\section*{Coupled-dipole polarisability of a pair and of a chain}

\textbf{Statement.} Gaussian units are used; polarisabilities are volumes, $\alpha_{\rm SI}/4\pi\varepsilon_0$, in \AA$^3$. Isotropic point-polarisable atoms $a$, $b$ at distance $r$ have (Silberstein 1917, Applequist 1972)
\begin{equation}
\alpha_\parallel=\frac{a+b+4ab/r^3}{1-4ab/r^6},\qquad
\alpha_\perp=\frac{a+b-2ab/r^3}{1-ab/r^6},
\label{pair}
\end{equation}
and an infinite chain of spacing $d$ has, per site, with $x=a/d^3$ and $\zeta(3)=1.202$,
\begin{equation}
\alpha_\parallel=\frac{a}{1-4\zeta(3)x},\qquad
\alpha_\perp=\frac{a}{1+2\zeta(3)x}.
\label{chain}
\end{equation}

\textbf{Common step.} Let a dipole $\mu$ produce the field $t(r)\mu$ at the partner site. Then $\mu_a=a(E+t\mu_b)$ and $\mu_b=b(E+t\mu_a)$ give
\begin{equation}
\alpha=\frac{\mu_a+\mu_b}{E}=\frac{a+b+2tab}{1-t^2ab}.
\label{solve}
\end{equation}
In the chain all dipoles are equal and every distance $nd$ occurs twice:
\begin{equation}
\alpha=\frac{a}{1-2a\sum_{n\ge1}t(nd)}.
\label{sum}
\end{equation}

\textbf{Wrong attempt.} This paragraph contains a sign slip and its transverse results are false. A dipole field has magnitude $2\mu/r^3$ on the dipole axis and $\mu/r^3$ on the equatorial plane; the attempt sets
\begin{equation}
t_\parallel=+2/r^3,\qquad t_\perp=+1/r^3\quad\text{(wrong)}
\label{slip}
\end{equation}
and obtains
\begin{equation}
\alpha_\perp^{\rm w}=\frac{a+b+2ab/r^3}{1-ab/r^6}\ \text{(pair)},\qquad
\alpha_\perp^{\rm w}=\frac{a}{1-2\zeta(3)x}\ \text{(chain)}.
\end{equation}
For a monatomic Au chain take the approximate free-atom value $a=5.3$~\AA$^3$ and a typical spacing $d=2.6$~\AA. Then $x=0.30$, $y\equiv2\zeta(3)x=0.72$ and, wrongly, $\alpha_\perp^{\rm w}=19$~\AA$^3$.

\textbf{Symptom.} The coupling tensor consists of second derivatives of $1/r$, which is harmonic away from the source, so $t_\parallel+2t_\perp=0$. Equation~(\ref{sum}) is linear in $t$ when written for $1/\alpha$, so the chain must obey
\begin{equation}
\frac1{\alpha_\parallel}+\frac2{\alpha_\perp}=\frac3a .
\label{rule}
\end{equation}
The attempt gives $3/a-8\zeta(3)/d^3$. Likewise the mean $(\alpha_\parallel+2\alpha_\perp)/3$ of the pair acquires a term $8ab/3r^3$, although the trace condition forbids any $r^{-3}$ term. The denominator in (\ref{solve}) contains only $t^2$ and hides the slip for the pair; in the chain it creates a spurious transverse pole at $x=1/2\zeta(3)=0.42$.

\textbf{Faulty line.} The second member of (\ref{slip}) treats a magnitude as a component. On the equatorial plane the field lines return, antiparallel to the dipole.

\textbf{Mended calculation.} Let $z$ be the interatomic axis, $\xi$ a transverse coordinate, $\rho^2=\xi^2+z^2$ and $\phi=\boldsymbol\mu\cdot\boldsymbol\rho/\rho^3$. At $\xi=0$, $z=r$,
\begin{equation}
t_\parallel=-\frac{\partial}{\partial z}\frac{z}{\rho^3}=\frac{2}{r^3},\qquad
t_\perp=-\frac{\partial}{\partial \xi}\frac{\xi}{\rho^3}=-\frac{1}{r^3}.
\end{equation}
Insertion in (\ref{solve}) yields (\ref{pair}). With $\sum_n n^{-3}=\zeta(3)$, (\ref{sum}) yields (\ref{chain}), which satisfies (\ref{rule}). The mean for the pair becomes $a+b+2ab(a+b)/r^6+\dots$

\textbf{Size of the error.} For the chain
\begin{equation}
\frac{\alpha_\perp^{\rm w}}{\alpha_\perp}=\frac{1+y}{1-y}.
\end{equation}
The Au inputs give $\alpha_\perp=3.1$~\AA$^3$, which is 42\% below the free atom; the slip inflates it about 6-fold, by 16~\AA$^3$, and reverses the sign of the local-field correction.

These numbers are the model's, not gold's. The longitudinal formula requires $x<1/4\zeta(3)=0.21$, which $x=0.30$ violates, so it has no meaning here; a real Au chain is metallic, and its axial polarisability per atom grows with length. The transverse equations decouple from the longitudinal ones by symmetry and remain solvable, but charge overlap is not small. Smear each source dipole, in the manner of Thole, over a density $\propto e^{-\rho/s}$ with an illustrative $s=0.8$~\AA. By Gauss's law $t_\perp$ is multiplied by the enclosed fraction
\begin{equation}
f=1-\left(1+v+\tfrac12v^2\right)e^{-v},\qquad v=nd/s .
\end{equation}
For nearest neighbours $f=0.63$; the sum $\zeta(3)$ is replaced by $\sum_n f/n^3=0.83$, and the model's $\alpha_\perp$ rises by 15\% to $3.5$~\AA$^3$, still below $a$ and far from the wrong value.